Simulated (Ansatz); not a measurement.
## GePd: formation energy and pressure against volume per atom

All results are calculated (Ansatz 0.2.0). Plane-wave density functional theory, PAW datasets, Gaussian smearing 0.05 eV: one cell in which all forces lie under 0.002 eV/angstrom; stress (xx yy zz yz xz xy) and pressure positive in compression; site moments are of spin alone; formation energy from the elements run alike, uncorrected.

Cell of the first row (space group Fm-3m, No. 225):
```
cell vectors (Å)
   0.0000     2.4951     2.4951
   2.4951     0.0000     2.4951
   2.4951     2.4951     0.0000
atoms (fractions of the cell vectors)
Pd  0.50000  0.50000  0.50000
Ge  0.00000  0.00000  0.00000
```

Settings of every row: paw set soft_2; functional PBEsol; spin treatment none; moment partition spheres; spin axis none; wave cutoff 420 eV; k mesh 10x10x10; SCF start atoms; lower state search light; symmetry use detected.

Atom first moment, atom hubbard u: 0 on all atoms.

Limits: the cell comes from a prototype or a list of computed structures and needn't be the stable phase.

| row | volume per atom (Å³) | formation energy (eV per atom) | pressure (GPa) | energy above relaxed cell (meV per atom) |
| --- | --- | --- | --- | --- |
| 1 | 15.533 | -0.0844 | 13.21 | 51.18 |
| 2 | 16.202 | -0.1237 | 5.86 | 11.85 |
| 3 | 16.54 | -0.1327 | 2.75 | 2.84 |
| 4 | 16.877 | -0.1355 | 0.00 | 0 |
| 5 | 16.901 | -0.1355 | -0.18 | 0.01 |
| 6 | 17.215 | -0.1329 | -2.44 | 2.65 |
| 7 | 17.552 | ? | ? | ? |

Question: what formation energy and pressure should row 7 give?

Worked fit of formation energy. Take u = (V_r/V)^(2/3) − 1 with V_r = 16.709 Å³ an atom, which is twice the finite (Eulerian) strain; such expansions in the strain, on which the Birch-Murnaghan equation of state is built, carry the rest volume and the bulk modulus. The shown rows have u = 0.04986, 0.02075, 0.0068, -0.00665, -0.00759, -0.01969. Least squares give formation energy = −0.13482 + 0.2069 × u + 15.662 × u² + 9.49 × u³ eV per atom; a parabola predicts inner rows, each left out in turn, worse (root mean square 0.00012 against 1.9e-05 eV per atom). All shown rows lie on it to the printed digit. The withheld row has u = -0.03228, so the fit gives −0.13482 + 0.2069 × (-0.03228) + 15.662 × (-0.03228)² + 9.49 × (-0.03228)³ = -0.1255 eV per atom.

The calculation gave -0.1254 eV per atom. The fit lies 0.0001 eV per atom (0.2 % of the column's range) below it, one unit of the last digit. This row lies beyond the range of the fit.

Worked fit of pressure. Take u = (V_r/V)^(2/3) − 1 with V_r = 16.709 Å³ an atom, which is twice the finite (Eulerian) strain; such expansions in the strain, on which the Birch-Murnaghan equation of state is built, carry the rest volume and the bulk modulus. The shown rows have u = 0.04986, 0.02075, 0.0068, -0.00665, -0.00759, -0.01969. Least squares give pressure = 1.328 + 204.52 × u + 677 × u² GPa; a straight line predicts inner rows, each left out in turn, worse (root mean square 0.33 against 0.0049 GPa). The rows lie off it by 0.00, 0.00, 0.00, 0.00, 0.01, 0.00. The pressure vanishes at u = -0.0066, or V = 16.88 Å³ an atom, and there the bulk modulus at fixed shape and fractions is B = −V dP/dV = (2/3)(1 + u) dP/du = 129 GPa. The withheld row has u = -0.03228, so the fit gives 1.328 + 204.52 × (-0.03228) + 677 × (-0.03228)² = -4.57 GPa.

The calculation gave -4.60 GPa. The fit lies 0.03 GPa (0.17 % of the column's range) above it; its largest miss of a shown row is 0.01 GPa. This row lies beyond the range of the fit.

The other values of row 7: energy above relaxed cell 10.15 meV per atom.
